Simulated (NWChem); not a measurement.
# How basis sets differ on SiSe (SMILES [Si][Se])

SiSe: 2 atoms, total charge 0, spin state singlet. As SMILES, `[Si][Se]`. The coordinates come from a PBE0-D4/def2-TZVP relaxation.

```xyz
2

Si    0.0000    0.0000    0.0314
Se    0.0000    0.0000    2.0931
```

Quantity: the dipole moment, in D. The values are calculated.

```json
{"level": "HF/STO-3G", "kind": "Hartree–Fock", "program": "NWChem", "value (D)": "3.49", "CPU time": "2 s"}
{"level": "HF/3-21G", "kind": "Hartree–Fock", "program": "NWChem", "value (D)": "2.02", "CPU time": "1.8 s"}
{"level": "HF/def2-SVP", "kind": "Hartree–Fock", "program": "NWChem", "value (D)": "1.87", "CPU time": "8 s"}
{"level": "HF/aug-cc-pVTZ", "kind": "Hartree–Fock", "program": "NWChem", "value (D)": "2.02", "CPU time": "5.6 min"}
```

All-electron rows without a relativistic Hamiltonian named are non-relativistic. The values span 1.87 to 3.49 D. Sets without polarisation functions give poor dipoles. Times are those of the runs behind each value, whatever else they computed, on shared processors of several kinds: orders of magnitude only.

The minimal basis is the clear outlier: STO-3G gives 3.49 D, while the other three sets lie between 1.87 and 2.02 D. The dipole reflects a balance between charge transfer towards the more electronegative selenium, π back-donation to silicon, and the silicon lone pair, which points away from the bond and opposes the bond dipole. With a single fixed radial function per valence orbital, STO-3G cannot adjust the size of these orbitals to the charge on each atom, which probably upsets that balance. Splitting the valence shell removes most of the error.

The improvement is not monotonic, however. 3-21G matches aug-cc-pVTZ despite lacking polarisation functions, whereas the polarised def2-SVP falls slightly lower. The 3-21G match therefore suggests compensating errors rather than a well-described density. Agreement with the largest set is also not agreement with experiment: Hartree–Fock tends to exaggerate the polarity of such multiply bonded molecules, and electron correlation would probably lower the dipole further.
